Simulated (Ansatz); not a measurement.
# Redistribution: GaH2(NH2) + Ga(NH2)3 → 2 GaH(NH2)2

Species: GaH2(NH2), singlet; Ga(NH2)3, singlet; GaH(NH2)2, singlet. The partners trade H for NH2; both sit on Ga, so the bond types are kept.

Shapes, held fixed at every level: PBE0-D4/def2-TZVP. Programs: Ansatz 0.2.0. The zero-point and thermal change to 298 K, harmonic and unscaled (PBE0-D4/def2-TZVP), is -0.3 kJ/mol.

Q: Estimate ΔH(298 K) of this reaction.

A: The highest level, CCSD(T)/def2-TZVPP, gives ΔH(298 K) = -10.5 kJ/mol; the levels span -13.0 to -10.5. The column of differences is taken from that level and isn't an error. No measured value is set beside it here. Relativity is left out for Ga unless named. Correlated rows may include outer-core shells of Ga, which these sets cover unevenly. Times are processor times on shared x86 and Arm servers, and rough.

```
                level                    kind  ΔH(298 K) (kJ/mol)  less CCSD(T)/def2-TZVPP  CPU time (sum over the molecules)
        HF/def2-TZVPP            Hartree–Fock               -12.9                     -2.4                                  –
    PBE-D4/def2-TZVPP                     GGA               -11.8                     -1.3                               11 s
   PBE0-D4/def2-TZVPP           global hybrid               -11.8                     -1.3                               15 s
r2SCAN0-D4/def2-TZVPP           global hybrid               -12.9                     -2.4                               22 s
   wB97M-V/def2-TZVPP  range-separated hybrid               -12.7                     -2.2                               46 s
   wB97X-V/def2-TZVPP  range-separated hybrid               -13.0                     -2.5                               30 s
        CCSD/def2-SVP   coupled cluster or CI               -10.9                     -0.4                                  –
   CCSD(T)/def2-TZVPP   coupled cluster or CI               -10.5                      0.0                            2.5 min
```

Redistribution towards the mixed hydride-amide is mildly exothermic, at -10.5 kJ/mol with CCSD(T), and every level gives the same sign. Because the numbers of Ga–H and Ga–N bonds are conserved, most of the bond energy cancels, and what remains measures how far the substituents' effects depart from additivity.

The preference probably reflects saturation of π donation. Each amide nitrogen can donate its lone pair into the formally empty 4p orbital of three-coordinate gallium, but in Ga(NH2)3 three donors compete for that one acceptor. Moving one amide to GaH2(NH2) relieves this competition, so two centres with two donors each fare better than one with three and one with a single donor. Hartree–Fock already recovers the exothermicity, which suggests that the preference doesn't originate in dispersion or other correlation effects.

The result concerns isolated monomers and doesn't establish the preferred composition in condensed phases, where amide bridges between gallium centres would use the same acceptor orbital.
